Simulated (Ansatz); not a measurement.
W$_{3}$Si$_{2}$: moving Si off its site

W$_{3}$Si$_{2}$, P4/mbm, a = 6.582 Å, c = 3.275 Å (as given, not relaxed at this level: 0.0 GPa, forces to 0.03 eV/Å). The structure is a Materials Project entry; whether it is the stable form wasn't checked. Ansatz: PBEsol, PAW, 420 eV, Γ-centred 6×6×12 mesh on 10 atoms, Gaussian smearing 0.15 eV; no spin polarisation.

```
CELL_PARAMETERS angstrom
6.58244 0.00000 0.00000
0.00000 6.58244 0.00000
0.00000 0.00000 3.27491
ATOMIC_POSITIONS crystal
Si 0.13408 0.63408 0.00000
Si 0.86592 0.36592 0.00000
Si 0.63408 0.86592 0.00000
Si 0.36592 0.13408 0.00000
W 0.50000 0.50000 0.00000
W 0.00000 0.00000 0.00000
W 0.65986 0.15986 0.50000
W 0.34014 0.84014 0.50000
W 0.15986 0.34014 0.50000
W 0.84014 0.65986 0.50000
```

Atom 1 (Si) moves by x along the unit vector (0.000, 0.000, -1.000), with its periodic images; all else is held. y is the free energy of the cell over the start, F the force along the path summed over the moved atoms. Symmetry makes y even in x.

| x (Å) | y (meV) | F (eV/Å) |
| --- | --- | --- |
| -0.300 | ? | ? |
| -0.180 | 215.7 | 2.40 |
| -0.060 | 24.0 | 0.80 |
| 0.000 | 0.0 | 0.00 |
| 0.090 | 53.9 | -1.20 |
| 0.120 | 95.9 | -1.60 |
| 0.150 | 149.8 | -2.00 |
| 0.210 | 293.6 | -2.79 |
| 0.240 | 383.3 | -3.19 |
| 0.270 | 485.0 | -3.59 |

Fit y = c2 x² + c4 x⁴ to the energies of the other rows, give the force constant, and predict energy and force of the missing row.

Least squares on the rows shown. y = 6661.4 x² − 114.17 x⁴. The force constant is 2 c2 = 13.3 eV/Å² (for all images moving together, not for a lone atom). The force −dy/dx at the missing row is 3.98 eV/Å (computed 3.98). At x = -0.300 the fit asked for gives 598.6 meV. The run gave 598.5 meV, so the fit is 0.1 meV too high, a small miss on the scale of the series.

Spin–orbit coupling is left out, which can shift energies with elements as heavy as these.

The silicon atom sits in a single, almost harmonic well along c: the energy rises on both sides, the force always points back to the start, and the quartic term remains a minor correction even at the largest displacement. The stiffness follows from the site. Silicon lies in a mirror plane between two tungsten layers, so the move shortens Si–W contacts on one side while stretching those on the other. Their linear contributions cancel, leaving a strong restoring curvature from short-range repulsion and directional W d–Si p bonding. Bonds within the silicon plane, including the Si–Si pair, lengthen only to second order and probably contribute less. The slightly negative quartic term suggests that the contacts turn away from the path as silicon nears a tungsten layer, offsetting much of the hardening expected from repulsion.

The scan thus gives no sign of off-centring along c for this sublattice displacement, but with the other atoms held, the curvature is not a phonon frequency and cannot exclude a soft mode involving coupled tungsten and silicon motion.
